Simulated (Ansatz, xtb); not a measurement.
# Two isomers of C3H7GeNO2

Structure I is `C=N[C@@H]1C[O][GeH2][O]1`, a singlet and structure II is `C[C](=O)[GeH2][NH]C=O`, a singlet. Both are isolated molecules in the gas phase, relaxed with PBE0-D3(BJ)/def2-SVP; each stands in its lowest conformer found.

Quicker runs give these differences E(II) − E(I): GFN2-xTB +54.9 kJ/mol; HF/STO-3G +82.4 kJ/mol (at GFN2-xTB geometries); r2SCAN-D4/def2-SVP −63.3 kJ/mol (at GFN2-xTB geometries).

Estimate which is lower in electronic energy at CCSD(T)/def2-SVP + ΔMP2/def2-TZVPP, and by roughly how much.

The CCSD(T)/def2-SVP + ΔMP2/def2-TZVPP calculation puts structure II lower, by 31.7 kJ/mol.

Level by level:

```csv
level,geometry,E(II) − E(I) (kJ/mol),departure from the last row (kJ/mol),"job, with rough time for the two"
GFN2-xTB,GFN2-xTB,+54.9,+86.7,"optimisation, 0.6 s"
HF/STO-3G,GFN2-xTB,+82.4,+114.2,"single point, 1.3 s"
r2SCAN-D4/def2-SVP,GFN2-xTB,−63.3,−31.6,"single point, 6.2 s"
PBE0-D3(BJ)/def2-SVP,PBE0-D3(BJ)/def2-SVP,−56.6,−24.9,"optimisation, 2.5 min"
HF/def2-SVP,PBE0-D3(BJ)/def2-SVP,−53.5,−21.7,part of the CCSD(T) run
MP2/def2-SVP,PBE0-D3(BJ)/def2-SVP,−51.6,−19.8,part of the CCSD(T) run
CCSD(T)/def2-SVP,PBE0-D3(BJ)/def2-SVP,−49.0,−17.2,single point
CCSD(T)/def2-SVP + ΔMP2/def2-TZVPP,PBE0-D3(BJ)/def2-SVP,−31.7,,"single point, 3.1 min"
```

As drawn, II has 2 C=O, 1 C–Ge, 1 Ge–N, 1 N–H in place of 1 C=N, 2 C–O, 2 Ge–O, 1 C–H. Structure I has a 5-membered ring, II no ring.

GFN2-xTB, HF/STO-3G put the two in the other order. The largest departure from CCSD(T)/def2-SVP + ΔMP2/def2-TZVPP is that of HF/STO-3G, 114.2 kJ/mol. The last row adds to CCSD(T) the change of the MP2 difference between the two basis sets, here +17.2 kJ/mol, a large step that makes the value less sure.

With thermal terms from frequencies at re-optimised GFN2-xTB minima (ideal gas, soft modes damped towards free rotors, one conformer each, 298.15 K, 1 atm): the zero-point term adds −6.2 kJ/mol; ΔH is −33.2 and ΔG −44.2 kJ/mol.

The correlated steps freeze 15 core orbitals; the filled d shell of Ge is correlated, in a basis made for valence electrons. Mirror images aren't counted in ΔG. Programs: Ansatz 0.2.0, xtb 6.7.1; the last row on 2 threads of Intel(R) Xeon(R) Processor @ 2.70GHz on a shared host.

The open-chain acyl germyl amide lies below the cyclic dioxagermolane because two strong C=O bonds, one of them stabilised by amide conjugation, outweigh the loss of two strong, polar Ge–O bonds. Relief of strain in the five-membered ring probably adds a little. The carbonyl gain is partly offset by the weaker Ge–C and Ge–N bonds, so the gap is modest for so deep a rearrangement of bonds.

Correlation matters little to the balance: in the def2-SVP basis, Hartree–Fock and CCSD(T) give −53.5 and −49.0 kJ/mol. The reversed order at HF/STO-3G therefore points mainly to the minimal basis, which lacks the flexibility and polarisation functions needed for C=O bonds. The shift towards the ring in the larger basis suggests that the small one underbinds the polar Ge–O linkages. Entropy favours the chain further, as expected when ring constraints give way to soft torsions. The preference is thermodynamic only, and says nothing about how readily the ring would convert to the chain.
